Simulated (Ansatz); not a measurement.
# Work function and dipole per adsorbate against coverage for S and Br on Ru(0001), PBE slabs

The usual rule of thumb says that an electronegative adsorbate draws electrons out of the metal, puts negative charge on the outside and so raises the work function. Sulfur and bromine on Ru(0001) are a fair test of it, since both are more electronegative than ruthenium in the ordinary scales. The matter is practical: the work function sets barriers at contacts and shifts the potential scale of an electrode, and both elements are common residues on metal surfaces. I follow the PBE work function of the covered face, measured against the same face of the clean slab, as the coverage rises to one adsorbate per surface atom. The dipole per adsorbate, counted positive with its positive end outwards, shows how much each atom contributes.

## Set-up

Ansatz 0.2.0, plane-wave Kohn-Sham DFT with its default PAW datasets at a cutoff of 420 eV, PBE. Slabs of 4 layers at the tabulated measured lattice constant with the lower two layers held; adsorbates on the upper face in cells of 1 to 9 surface atoms, started on the site named and relaxed with the upper layers until forces are under 0.02 eV/Å. k-spacing 0.22 Å⁻¹ (2π included), Fermi-Dirac smearing of 0.1 eV, 18 Å of vacuum, dipole correction. Spin-paired, no spin-orbit coupling.

Notes on method and selection:

- One starting site was run; real layers may sit elsewhere, sink into the surface or rebuild it.
- Changes under about 0.15 eV are within the error of slabs this thin.
- Runs in which an atom moved over 1.3 Å, mostly full layers of large atoms, are not listed; the work function can turn there.
- Neighbouring dipoles tend to depolarise each other as the coverage rises, unless heights or bonding change.
- Runs in which the search for lower states was switched off are not listed.
- Work functions and vacuum levels are read from the electrostatic potential (Hartree and local ionic parts), which a warning of a rough exchange-correlation potential in thin density does not concern.
- Error sizes named in these notes are rules of thumb and were not measured on these runs.
- The default PAW datasets of this version of Ansatz are the set soft_2.
- Run and not listed: S on Ru(0001) at 0.111 ML and S on Ru(0001) at 0.5 ML (the reason was not traced).
- Runs that did not converge, have known faults or may not be shown are not listed, and runs on Ansatz's PAW sets soft_1 and soft_2 are kept to separate tables.

Columns:

- density (nm⁻²): adsorbates per area.
- height (Å): height of the adsorbed atom (the lowest atom of a molecule) over the highest substrate atom.
- coverage (ML): adsorbates per surface atom.
- ΔΦ (eV): work function of the covered face less that of the clean face.
- dipole (D): dipole per adsorbate from ΔΦ by the Helmholtz relation, positive end outwards.
- Φ covered (eV): work function of the covered face.

## The series

```
member     system               density (nm⁻²)  height (Å)  coverage (ML)  ΔΦ (eV)  dipole (D)  Φ covered (eV)  remark
clean      S on Ru(0001), fcc   0.00            –           0.000          0.000    –           5.05
0.25 ML    S on Ru(0001), fcc   3.96            1.75        0.250          0.194    −0.130      5.24
1 ML       S on Ru(0001), fcc   15.84           1.75        1.000          −0.559   0.094       4.49
clean      Br on Ru(0001), fcc  0.00            –           0.000          0.000    –           5.05
0.1111 ML  Br on Ru(0001), fcc  1.76            2.08        0.111          ?        ?           ?
0.25 ML    Br on Ru(0001), fcc  3.96            2.11        0.250          −0.551   0.370       4.49
0.5 ML     Br on Ru(0001), fcc  7.92            2.28        0.500          −0.797   0.267       4.25            moved 0.4 Å sideways off the starting site
1 ML       Br on Ru(0001), fcc  15.84           2.47        1.000          −1.056   0.177       3.99
```

Cells marked ? are withheld until the estimate has been made.

## Reading the trend

Bromine breaks the rule in every covered row shown. At 0.25 ML it lowers the work function by 0.551 eV, and at 1 ML by 1.056 eV. The accepted explanation for halogens that behave this way is that the sign of the charge transfer does not fix the sign of the dipole. Electron density is drawn from the vacuum side of the halogen into the region of the bond, and the metal's own spill-out is pushed back. Both leave the outside more positive, and together they can outweigh the negative charge on the atom.

The lowering is far from proportional to coverage. From the clean face to 0.25 ML the slope is −0.551 / 0.25 = −2.20 eV per ML, while from 0.5 to 1 ML it is (−1.056 + 0.797) / 0.5 = −0.52 eV per ML. By the Helmholtz relation $\Delta\Phi \propto -n\mu$, with $n$ the density and $\mu$ the dipole. Between 0.25 and 1 ML the density grows fourfold, but the dipole falls to 0.177 / 0.370 = 0.48 of its value, so the shift only about doubles.

Two effects can shrink the dipole. The field of each dipole opposes the parallel dipoles beside it, and the bromine also rises by 2.47 − 2.11 = 0.36 Å, which carries its negative charge outwards. Both have the right sign, and I cannot divide the fall between them. The atom at 0.5 ML has also slid 0.4 Å off its starting site, so the bonding is not quite the same along the row.

Sulfur follows the rule at 0.25 ML, with a rise of 0.194 eV, though that is only a little above the error expected of such thin slabs. At 1 ML it lowers the work function by 0.559 eV. Its height is 1.75 Å in both rows, so a change of height is not the reason. Depolarisation alone would shrink the dipole towards zero without reversing it. I suspect that crowded sulfur atoms take less charge each and begin to bond with one another. With two covered rows, both from a single starting site, that remains a conjecture.

## Predicting the missing value

Plain estimates from the members shown:

- 0.1111 ML (Br on Ru(0001), fcc), straight-line interpolation between clean and 0.25 ML: w = (1.76 − 0.00) / (3.96 − 0.00) = 0.444, so 0.000 + 0.444 × (−0.551 − 0.000) = −0.245 eV

The straight line from the clean face to 0.25 ML gives −0.245 eV. It assumes that the dipole stays at 0.370 D down to 0.1111 ML, whereas the bromine rows show it growing as the layer thins and the atom sits lower. I therefore keep the Helmholtz relation and let the dipole follow the tabulated height, which here stands in for crowding as well and is not claimed as the sole cause.

I first try this on the 0.25 ML row. From 1 to 0.5 ML the dipole gains 0.267 − 0.177 = 0.090 D for a drop of 2.47 − 2.28 = 0.19 Å, or 0.090 / 0.19 = 0.474 D/Å. Carried on to 2.11 Å, this gives 0.267 + 0.17 × 0.474 = 0.348 D, hence −0.797 × (0.348 / 0.267) × (3.96 / 7.92) = −0.519 eV. The table has −0.551 eV, a miss of 0.551 − 0.519 = 0.032 eV.

For the withheld row I use the nearer pair, 0.5 and 0.25 ML, where the slope is 0.103 / 0.17 = 0.606 D/Å. The height falls by only 0.03 Å, from 2.11 to 2.08 Å, so the dipole becomes 0.370 + 0.03 × 0.606 = 0.388 D. The shift is then −0.551 × (0.388 / 0.370) × (1.76 / 3.96) = −0.257 eV.

For the error I take the miss of the trial, about 0.03 eV. I do not scale it down with the density, because one trial is a thin basis for a smaller figure.

**Committed estimate, 0.1111 ML (Br on Ru(0001), fcc): ΔΦ = −0.26 ± 0.03 eV.**

## Result

```
member     system               density (nm⁻²)  height (Å)  coverage (ML)  ΔΦ (eV)  dipole (D)  Φ covered (eV)
0.1111 ML  Br on Ru(0001), fcc  1.76            2.08        0.111          −0.292   0.440       4.75
```

```
member                           estimate       ΔΦ (eV)  computed  estimate − computed  miss in error bars
0.1111 ML (Br on Ru(0001), fcc)  committed      −0.260   −0.292    +0.032               1.1
0.1111 ML (Br on Ru(0001), fcc)  interpolation  −0.245   −0.292    +0.047
```

The estimate of −0.26 eV fell just outside its error bar: the computed shift is −0.292 eV, a miss of 0.032 eV or 1.1 error bars. The straight line missed by 0.047 eV. My route did better by only 0.015 eV, which is too little to recommend it.

The argument that the dipole goes on growing as the layer thins had the right sign. Using the height to say by how much failed. I allowed a gain of 0.018 D from 0.25 to 0.1111 ML, and the table gives 0.440 − 0.370 = 0.070 D, about four times as much, for a drop in height of only 0.03 Å. Height was therefore a poor stand-in for crowding. A dipole that grows while the atom hardly moves is what weaker opposing fields from more distant neighbours would produce. The evidence is modest, because the extra dipole amounts to only 0.047 eV in the work function, well within the error expected of slabs this thin.

## Members off the line

Sulfur at 0.25 ML is the only covered row in which the work function rises, by 0.194 eV. On the picture used for bromine, the negative charge on the sulfur would here outweigh the opposing shifts of charge in the bond, but only narrowly, since the dipole is just −0.130 D.

Sulfur at 1 ML departs most from its own series. A straight line from the clean face through 0.25 ML would reach 4 × 0.194 = +0.776 eV, whereas the computed shift is −0.559 eV, lower by 0.776 + 0.559 = 1.335 eV. A plausible reason is the imposed full layer. With one sulfur per surface atom, the sulfur atoms sit as close together as the ruthenium atoms beneath them, roughly 2.7 Å apart. That is well inside their usual non-bonded contact, and with one adsorbate per cell they can neither pair up nor buckle. Overlap between neighbours can then reduce the negative charge on each atom, which has the right sign for the reversal.

The full bromine layer is just as crowded, but it continues the smooth fall of the bromine dipole. So does the row at 0.5 ML, despite its sideways move.

## Conclusions and limits

From 0.111 to 1 ML, bromine lowers the computed work function in every row, by less per atom as the layer fills. Up to 0.111 ML the average slope is −0.292 / 0.111 = −2.63 eV per ML, or about 26 meV of lowering per hundredth of a monolayer.

Leaving out each inner bromine row in turn and drawing a straight line in density between its neighbours gives misses of roughly 0.05, 0.08 and 0.08 eV, always with too little lowering. A new bromine coverage within the range can thus be estimated to about 0.1 eV. For sulfur the same test at 0.25 ML gives −0.559 × 3.96 / 15.84 = −0.140 eV against +0.194 eV, so even the sign is wrong.

I expect no omitted interaction to rival the spread of the table. Dispersion would probably draw bromine slightly inwards and deepen the lowering a little. For full layers, a different real structure is the greater risk.

[Logs are printed without paths, hosts, clocks, repeated set-up lines and the standing remarks that a program may print on its own settings, such as how far it seeks lower states.]
